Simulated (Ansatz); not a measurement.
# Exchange couplings and ordering temperature of ferromagnetic AlFe3 under isotropic strain from −4 % to +4 %, PBEsol

A magnetic layer in a sensor or actuator has to keep its order at working temperature while pressure, thermal expansion or a substrate changes its bond lengths. For iron-rich alloys the question is how strongly the exchange between iron atoms reacts to such a change. Here ferromagnetic AlFe3 (Fm-3m) is scaled alike in all directions, and the Fe–Fe couplings $J$ are calculated with PBEsol at constrained moments, together with the mean-field and Tyablikov ordering temperatures. Strain is counted from the unstrained database cell, and positive $J$ favours parallel moments. The changes are therefore those within one computed ferromagnetic state; no measured temperature is shown for comparison.

## Method

One crystal, AlFe3 (Fm-3m), in a magnetic cell of 4 atom(s), 3 counted as magnetic (Fe), from cells of the Materials Project database (relaxed there by DFT); atoms are fixed and move with the cell. Ansatz 0.2.0, plane waves with the earlier PAW datasets of its set soft_1, cutoff 420 eV, collinear spins without spin-orbit coupling, Fermi-Dirac smearing of 0.1 eV. The k mesh is 12×12×12 and the sums for the couplings run over 12×12×12. Functional: PBEsol without U. Every run keeps the ferromagnetic pattern of signs of the first run. The couplings are taken at constrained moments: the directions are held and the rest of the density and field relaxes in linear response. Runs that did not converge or carry a known fault are not listed.

Notes on method and selection:

- J is defined by E = -sum over ordered pairs (each pair twice) of J e_i.e_j with unit vectors e, a classical Heisenberg model without biquadratic or multi-spin terms, so J > 0 favours parallel moments and the moment's size is inside J.
- All temperatures are for classical unit spins; for spin S a quantum mean-field treatment is higher by (S+1)/S. Mean field neglects fluctuations and lies above the Tyablikov (random-phase) and Monte Carlo values.
- The state of the unstrained cell is the lowest of a few collinear starts, the strained runs start from its ferromagnetic moments, and none need be the true ground state; spin-orbit coupling is left out.
- The mean-field temperature is left blank where it belongs to another wavevector than in the first run.
- Ansatz's own search for a lower self-consistent state was switched off in these runs, so a run may rest in a state that is not the lowest for its pattern of moments.
- Where several measured values exist, one near their median is shown, and none where they scatter widely or belong to another phase or kind of order.
- The shells shown are the strongest of the first run whose pairs agree within a shell.
- For crystals with 4f or 5f elements only couplings at constrained moments are used, since rigid ones can be several times too large.
- Runs that did not converge, have known faults or may not be shown are not listed, and runs on Ansatz's PAW sets soft_1 and soft_2 are kept to separate tables.

Columns:

- strain (%): isotropic strain (all lengths scaled alike), change of length against the unstrained cell.
- moment (μB): largest spin moment inside an atomic sphere.
- pair length (Å): mean length of the pairs that lie 2.50 Å apart in the first cell.
- gap on mesh (eV): band gap on the run's k mesh by the count of bands (negative: bands overlap, a metal).
- Tyablikov T (K): Tyablikov (random-phase) ordering temperature from the same couplings.
- J at 2.50 Å (meV): mean J of the Fe–Fe pairs that lie 2.50 Å apart in the first cell (5.33 such neighbours an atom).
- J at 2.89 Å (meV): mean J of the Fe–Fe pairs that lie 2.89 Å apart in the first cell (4 such neighbours an atom).
- mean-field T (K): mean-field ordering temperature, 2/(3 kB) times the largest J(q) over wavevectors and sublattice modes.

Input lines of one member:

```
magnetization:
  spin_polarized: true
kpoints:
  mp_grid: { grid: [12, 12, 12] }
  band_path:
    path:
      - [0.0, 0.0, 0.0]
      - [0.5, 0.0, 0.5]
      - [0.625, 0.25, 0.625]
      - [0.375, 0.375, 0.75]
      - [0.0, 0.0, 0.0]
      - [0.5, 0.5, 0.5]
      - [0.5, 0.25, 0.75]
    npoints: 11
hamiltonian:
  xc: pbesol
  pseudopotentials: { kind: paw, azcp: { folder: soft_1 }, xc_functional: pbe }
scf:
  occupations: { method: fermi_dirac, width: 0.1 }
  lower_state_search: "off"
output:
  write_bands: true
  eigenstates:
    nscf_kmesh: { grid: [12, 12, 12] }
    top_band: c52
    exchange_couplings: { magnetic: [{ species: Fe }] }
```

Command (options for logging and memory left out): `ansatz run input.yaml`

## Results

| member | strain (%) | moment (μB) | pair length (Å) | gap on mesh (eV) | Tyablikov T (K) | J at 2.50 Å (meV) | J at 2.89 Å (meV) | mean-field T (K) | remark |
| --- | --- | --- | --- | --- | --- | --- | --- | --- | --- |
| −4 % | −4 | 2.18 | 2.400 | −1.20 | 349 | 16.83 | 7.44 | 728 | moments collapse or turn in other starts made for the unstrained cell |
| −2 % | −2 | 2.31 | 2.450 | −6.27 | 527 | 21.76 | 9.52 | 1007 | moments collapse or turn in other starts made for the unstrained cell |
| −1 % | −1 | 2.36 | 2.475 | −6.08 | 574 | 23.17 | 8.91 | 1077 | moments collapse or turn in other starts made for the unstrained cell |
| +0 % | 0 | 2.41 | 2.500 | −6.00 | 599 | 23.96 | 7.92 | 1113 | moments collapse or turn in other starts made for the unstrained cell |
| +1 % | 1 | 2.44 | 2.525 | −5.92 | 616 | 24.37 | 7.20 | 1136 | moments collapse or turn in other starts made for the unstrained cell |
| +2 % | 2 | 2.47 | 2.550 | −5.85 | 643 | ? | ? | ? |  |
| +4 % | 4 | 2.54 | 2.600 | −5.72 | 701 | 24.38 | 8.16 | 1200 | moments collapse or turn in other starts made for the unstrained cell |

Cells marked ? are withheld until the estimate has been made.

## Interpretation

Compression weakens the coupling at 2.50 Å far more than expansion strengthens it. Between −4 % and −2 % it gains (21.76 − 16.83) / 2 = 2.47 meV per % of strain, between 0 and +1 % only 0.41 meV, and the +1 % and +4 % values differ by 0.01 meV. The coupling at 2.89 Å does not follow this course: it is largest at −2 % among the rows shown and smallest at +1 %.

A likely reason is a competition between moment and overlap. Shorter bonds broaden the iron d bands and reduce the exchange splitting, so the moments shrink. The largest moment falls from 2.41 to 2.18 μB at −4 %, and the smaller moments on the other iron site change much more. Since $J$ contains the size of both moments, it drops. On expansion the moments still grow, but weaker d–d overlap works against them, and the coupling levels off.

Both ordering temperatures nevertheless rise from row to row, the mean-field value from 728 to 1200 K. The share of the two listed shells follows from the structure, in which one iron site has eight Fe neighbours at 2.50 Å and the other has four there and six at 2.89 Å:

$$T = \frac{2}{3k_B}\left(3J_2 + \sqrt{9J_2^2 + 32J_1^2}\right),$$

with $J_1$ at 2.50 Å, $J_2$ at 2.89 Å and $k_B$ = 0.0862 meV/K. From zero strain to +4 % this rises by only some 25 K, against 1200 − 1113 = 87 K in the full calculation. Most of the gain on expansion thus comes from couplings outside these two shells. The formula also lies above the full result at both strains, so the remaining couplings oppose the order on balance, and do so less in the expanded crystal.

The band gap of −1.20 eV at −4 %, against about −6 eV elsewhere, is a jump whose cause stays open here. Negative values mean overlapping bands, so the crystal is a metal in every row.

## Blind estimate

Plain estimates from the members shown:

- +2 %, straight-line interpolation between +1 % and +4 %: w = (2 − 1) / (4 − 1) = 0.333, so 24.37 + 0.333 × (24.38 − 24.37) = 24.37 meV

The straight line between +1 % and +4 % gives 24.37 meV, but it ignores the curvature: the gain per % falls from 0.79 meV (−1 % to 0) to 0.41 meV (0 to +1 %) and then nearly vanishes on average. A cubic through the −1, 0, +1 and +4 % rows includes this bending. Each row at strain $x_i$ enters with the weight $\prod_{j\neq i}(x-x_j)/(x_i-x_j)$; for the zero-strain row at $x$ = 2 its size is 3 × 1 × 2 / (1 × 1 × 4) = 1.5, with a minus sign. At +2 % the cubic gives

0.4 × 23.17 − 1.5 × 23.96 + 2 × 24.37 + 0.1 × 24.38 = 24.51 meV,

which is 24.51 − 24.37 = 0.14 meV above the line.

The same construction can be tried on the +1 % member, using the −2, −1, 0 and +4 % rows, where the zero-strain row has the weight 3 × 2 × 3 / (2 × 1 × 4) = 2.25:

0.5 × 21.76 − 1.8 × 23.17 + 2.25 × 23.96 + 0.05 × 24.38 = 24.30 meV.

The calculated value is 24.37 meV, a miss of 0.07 meV. A straight line from 0 to +4 % would give 23.96 + (24.38 − 23.96) / 4 = 24.07 meV there and miss by 0.30 meV.

The other columns give no sign of a change of magnetic state at +2 %. Its moment of 2.47 μB and Tyablikov temperature of 643 K lie close to the straight lines between the neighbouring rows, which for the temperature give 616 + (701 − 616) / 3 = 644 K, so no further shift is applied.

A single trial fixes the scatter only loosely, and the uneven course of the 2.89 Å coupling warns that exchange in this metal need not be smooth in strain. The miss is therefore doubled, 2 × 0.07 = 0.14, and rounded to 0.15 meV as one standard deviation.

**Committed estimate, +2 %: J at 2.50 Å = 24.50 ± 0.15 meV.**

## How the estimate fared

| member | strain (%) | moment (μB) | pair length (Å) | gap on mesh (eV) | Tyablikov T (K) | J at 2.50 Å (meV) | J at 2.89 Å (meV) | mean-field T (K) | remark |
| --- | --- | --- | --- | --- | --- | --- | --- | --- | --- |
| +2 % | 2 | 2.47 | 2.550 | −5.85 | 643 | 24.56 | 7.27 | 1162 | moments collapse or turn in other starts made for the unstrained cell |

| member | estimate | J at 2.50 Å (meV) | computed | estimate − computed | miss in error bars |
| --- | --- | --- | --- | --- | --- |
| +2 % | committed | 24.50 | 24.56 | −0.06 | 0.4 |
| +2 % | interpolation | 24.37 | 24.56 | −0.19 |  |

The estimate of 24.50 meV lies 0.06 meV below the computed 24.56 meV, well inside its error bar of 0.15 meV. The straight line between +1 % and +4 % missed by 0.19 meV.

The argument from curvature held: the coupling at 2.50 Å still rises from +1 % to +2 % and is lower again at +4 %, by 24.56 − 24.38 = 0.18 meV. The cubic itself came out slightly low both times, by 0.07 meV in the trial at +1 % and by 0.05 meV here. The warning drawn from the 2.89 Å coupling was not borne out, since the 2.50 Å coupling runs smoothly through the new row.

The result fits the competition between moment and overlap. Divided by the product of the moments on the two iron sites, of which only the larger is tabled, the 2.50 Å coupling falls from row to row on expansion, while the moments themselves grow. The two changes nearly cancel between +1 % and +4 %.

## Departures from the trend

The −4 % member lies farthest from the rest, with a 2.50 Å coupling 23.96 − 16.83 = 7.13 meV below that of the unstrained cell. It continues a steepening already visible at −2 %, and the likeliest reason is the rapid loss of the smaller iron moments under compression. Its Tyablikov temperature is also a smaller part of the mean-field one, 349 / 728 = 0.48 against 599 / 1113 = 0.54 without strain, which points to softer long-wave spin rotations.

The 2.89 Å coupling turns twice, with 9.52 meV at −2 % and 7.20 meV at +1 %. It joins the sites with the smaller moments, and divided by the square of that moment it falls steadily with expansion. The loss of moment therefore wins between −2 % and −4 %, the weakening overlap between −2 % and +1 %, and the growth of the moment from there to +4 %.

## Conclusions and limits

From −4 % to +4 % both ordering temperatures rise with every step of expansion. The slope depends strongly on the starting length. Around the database cell it is (616 − 574) / 2 = 21 K per % of length in the Tyablikov scheme and (1136 − 1077) / 2 = 29.5 K per % in mean field, so a uniform stretch of 0.1 % from there raises the ordering temperature by 2 to 3 K.

PBEsol itself prefers a shorter cell: of the strains calculated, −2 % has the lowest energy. On the two sides of that row the Tyablikov slope is (527 − 349) / 2 = 89 and 574 − 527 = 47 K per %, and the mean-field slope (1007 − 728) / 2 = 139.5 and 1077 − 1007 = 70 K per %. The same stretch of 0.1 % then counts for roughly 5 to 14 K.

Inside the range near zero strain, a cubic through four neighbouring rows gives the 2.50 Å coupling to about 0.1 meV. The steep compressed end was not tried.

The choice of cell also shifts the temperatures themselves: at −2 % they are 527 K (Tyablikov) and 1007 K (mean field), against 599 and 1113 K in the database cell. The choice of scheme matters more. The Tyablikov value lies below the mean-field one by up to 1136 − 616 = 520 K, more than the whole mean-field range of 1200 − 728 = 472 K. Quantum spins would raise the mean-field value by a factor of roughly 2 for a spin near 1, and its slope by the same factor, although itinerant iron moments fit that picture only loosely. The rise with expansion is therefore the firm result, while its size in kelvin depends on both the cell and the scheme.

[Logs are printed without paths, hosts, clocks, repeated set-up lines and the standing remarks that a program may print on its own settings, such as how far it seeks lower states.]
